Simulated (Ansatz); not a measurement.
The calculation used DFT PBE, scalar-relativistic, plane waves, PAW in Ansatz. Settings: cutoff 420 eV, Γ-centred meshes spaced at most about 0.3 Å⁻¹, and about 0.25 Å⁻¹ or finer for metals (2π included), Gaussian smearing. No spin polarisation in the final relaxations.

These are static total energies at zero pressure.

Compare these two cells of SiGe4, each relaxed at this level.

A.

```
CELL_PARAMETERS angstrom
2.84036 0.00000 0.00000
-1.42018 2.45982 0.00000
0.00000 0.00000 13.23673
ATOMIC_POSITIONS crystal
Si 0.00000 0.00000 0.50000
Ge 0.00000 0.00000 0.69350
Ge 0.00000 0.00000 0.89769
Ge 0.00000 0.00000 0.10231
Ge 0.00000 0.00000 0.30650
```

B.

```
CELL_PARAMETERS angstrom
2.98071 0.00000 0.00000
-1.49035 2.58137 0.00000
0.00000 0.00000 24.03550
ATOMIC_POSITIONS crystal
Si 0.33333 0.66667 0.75000
Si 0.66667 0.33333 0.25000
Ge 0.33333 0.66667 0.94895
Ge 0.33333 0.66667 0.15710
Ge 0.33333 0.66667 0.34290
Ge 0.33333 0.66667 0.55105
Ge 0.66667 0.33333 0.05105
Ge 0.66667 0.33333 0.44895
Ge 0.66667 0.33333 0.65710
Ge 0.66667 0.33333 0.84290
```

Question: Which would you expect to be lower, and how large is the difference?

Answer: A is lower, by 110 meV/atom. A has space group P6/mmm (No. 191), 18.5 Å³/atom and no gap on its mesh; B has Si and Ge ordered on hcp sites, space group P6_3/mmc (No. 194), 18.5 Å³/atom and no gap. Counting Ge atoms around Si (those within 1.25 times the shortest such distance or 1.15 times the sum of covalent radii; the shortest distance is added where it is long for a bond), A has Si 2 and B has Si 6 from 2.8 Å. Even the lower one lies +0.28 eV/atom against the reference forms of the elements (uncorrected), so neither is stable at this level. In A, around Si lie 2 Ge at 2.56 Å and 6 Si at 2.84 Å; Ge on its first site has 1 Si at 2.56 Å and 7 Ge at 2.70–2.84 Å; Ge on its second site has 8 Ge at 2.70–2.84 Å. In B, Si is surrounded by 6 Ge at 2.82 Å and 6 Si at 2.98 Å; Ge on its first site is surrounded by 12 Ge at 2.98–3.08 Å; around Ge on its second site lie 3 Si at 2.82 Å and 9 Ge at 2.98–3.08 Å. Both come from invented guesses.

Cells relaxed within their symmetry can be saddle points.

Both cells place tetravalent atoms in close-packed or nearly close-packed surroundings, and the less crowded one wins. Four valence electrons per atom saturate four directional sp³ bonds; spread over more neighbours, they give longer, weaker contacts and metallic bands. A, a simple hexagonal stacking, probably keeps more covalent character along its axis than the hcp-like B, although even its 2.56 Å Si–Ge contacts are stretched compared with a normal tetrahedral bond. Since both cells occupy 18.5 Å³/atom, the preference for A doesn't come from a difference in density.

The +0.28 eV/atom for A probably reflects the lattice type far more than any aversion between Si and Ge, which are chemically similar and mix readily on the diamond lattice. Simple hexagonal and hcp forms are familiar from the compressed elements, so their high energy at zero pressure is expected. The result therefore doesn't argue against Si–Ge alloying, and without other atomic arrangements on the same lattices, the energetic effect of the ordering itself remains undetermined.
